**Question: do bidisperse hard disks violate the marginal-stability bound?**

Take a jammed 50:50 mixture of frictionless hard disks with diameters $\sigma$ and $1.4\sigma$ in a periodic box at fixed pressure $p$. The backbone has $N=4096$ disks (rattlers removed) and $N_c=2N-1$ contacts. All contact lengths are set to $d=1.2\sigma$. With $x=f/\langle f\rangle$, the cumulative counts are $N_cA_ex^{1+\theta_e}$ for weak contacts whose opening moves the whole packing, $N_cA_\ell x^{1+\theta_\ell}$ for locally buckling contacts, and $NB(h/\sigma)^{1-\gamma}$ for backbone gaps below $h$. These correspond to $P(f)\sim f^\theta$ and $g(h)\sim h^{-\gamma}$. The amplitudes $A_e=0.5$, $A_\ell=0.2$, $B=2$ are illustrative. The infinite-dimensional values $\gamma=0.4127$, $\theta_e=0.4231$ are assumed to hold in 2D.

(a) What do the bounds give, and what is the smallest allowed $\theta_\ell$? That value seems to violate $\gamma\ge1/(2+\theta)$. (b) With it, are the weakest contacts stable? (c) What if $\gamma=0.30$ with the same forces?

**Answer**

**Why the bounds hold.** With the box area free there are $2N-1$ degrees of freedom and $N_c=8191$ constraints, so opening contact $\alpha$ by $s$ leaves one mode. A held contact of length $r$ with transverse relative displacement $u_\perp$ needs $u_\parallel=-u_\perp^2/2r$. Virtual work gives
$$p\,\delta A=f_\alpha s-\sum_\beta \frac{f_\beta u_{\perp\beta}^2}{2r_\beta}.$$
The contact is stable if a gap closes before the top of this barrier. Setting each count to one gives $x_{\min}=(N_cA)^{-1/(1+\theta)}$ and $h_{\min}=\sigma(NB)^{-1/(1-\gamma)}$.

*Extended mode* (Wyart, 2012). All disks move by order $s$. Assuming $\langle u_\perp^2\rangle=s^2$, the sum is $N_c\langle f\rangle s^2/2d$ and the maximum lies at $s^*=xd/N_c$. Gaps close at unit rate in $s$ (assumed), so stability needs $R_e=s^*/h_{\min}\gtrsim1$, where $R_e\propto N^{\frac1{1-\gamma}-1-\frac1{1+\theta_e}}$. A non-negative exponent means $\gamma\ge1/(2+\theta_e)$.

*Local mode* (Lerner, Düring and Wyart, 2013). A three-contact disk sits between two contacts of force $\langle f\rangle$, each tilted by $\epsilon$ from a straight line. A weak perpendicular contact balances them, so $x=2\sin\epsilon$. Passing through alignment, the barrier top, pushes the two neighbours apart by $\Delta=2d(1-\cos\epsilon)\approx dx^2/4$. The remaining packing moves by order $\Delta$, taken as $\Delta$. Then $R_\ell=\Delta/h_{\min}\propto N^{\frac1{1-\gamma}-\frac2{1+\theta_\ell}}$, which gives $\gamma\ge(1-\theta_\ell)/2$.

**(a)** $1/(2+\theta_e)=0.4127$, so the given pair saturates the extended bound. The local bound needs $\theta_\ell\ge1-2\gamma=0.1746$. Since $0.1746<\theta_e$, at saturation bucklers dominate the total $P(f)$ as $f\to0$. Inserting $0.1746$ in the extended bound would demand $\gamma\ge0.460$, but this is no violation. That bound assumes all disks move by $s$, while a buckler moves the rest by much less than its own displacement.

**(b)** The smallest gap is
$$h_{\min}=\sigma\,(2\times4096)^{-1/0.5873}=2.2\times10^{-7}\sigma .$$
Extended: $f=(0.5\times8191)^{-1/1.4231}\langle f\rangle=2.9\times10^{-3}\langle f\rangle$, so $s^*=4.2\times10^{-7}\sigma$ and $R_e\approx2$.

Local: $f=(0.2\times8191)^{-1/1.1746}\langle f\rangle=1.8\times10^{-3}\langle f\rangle$, so $\Delta=1.0\times10^{-6}\sigma$ and $R_\ell\approx5$. The neglected collective term $N_c\langle f\rangle\Delta^2/2d$ is a fraction $N_c\Delta/2d\approx0.003$ of the barrier $\langle f\rangle\Delta$.

In this model both weakest contacts are caught by a closing gap. These ratios are the model's. They rest on assumed prefactors of order one, and extreme values scatter between samples by factors of order one. The robust statement is that $h_{\min}$, $s^*$ and $\Delta$ all fall as $N^{-1.7027}$, so the ratios do not drift with size. For $R_\ell$ this holds by construction, because $\theta_\ell$ was fixed by saturation. For an illustrative $\sigma=1$ cm the model's $h_{\min}$ is $2.2$ nm.

**(c)** With $\gamma=0.30$, $h_{\min}=2.6\times10^{-6}\sigma$, so $R_e\approx0.2$ and $R_\ell\approx0.4$. Both decay as $N^{-0.274}$. Such a packing has too few small gaps, and in a large system the opening of a weakest contact runs unhindered to a denser state. The scaling argument yields only the inequalities. Saturation is the further statement that compression rearranges a packing until it is just stable.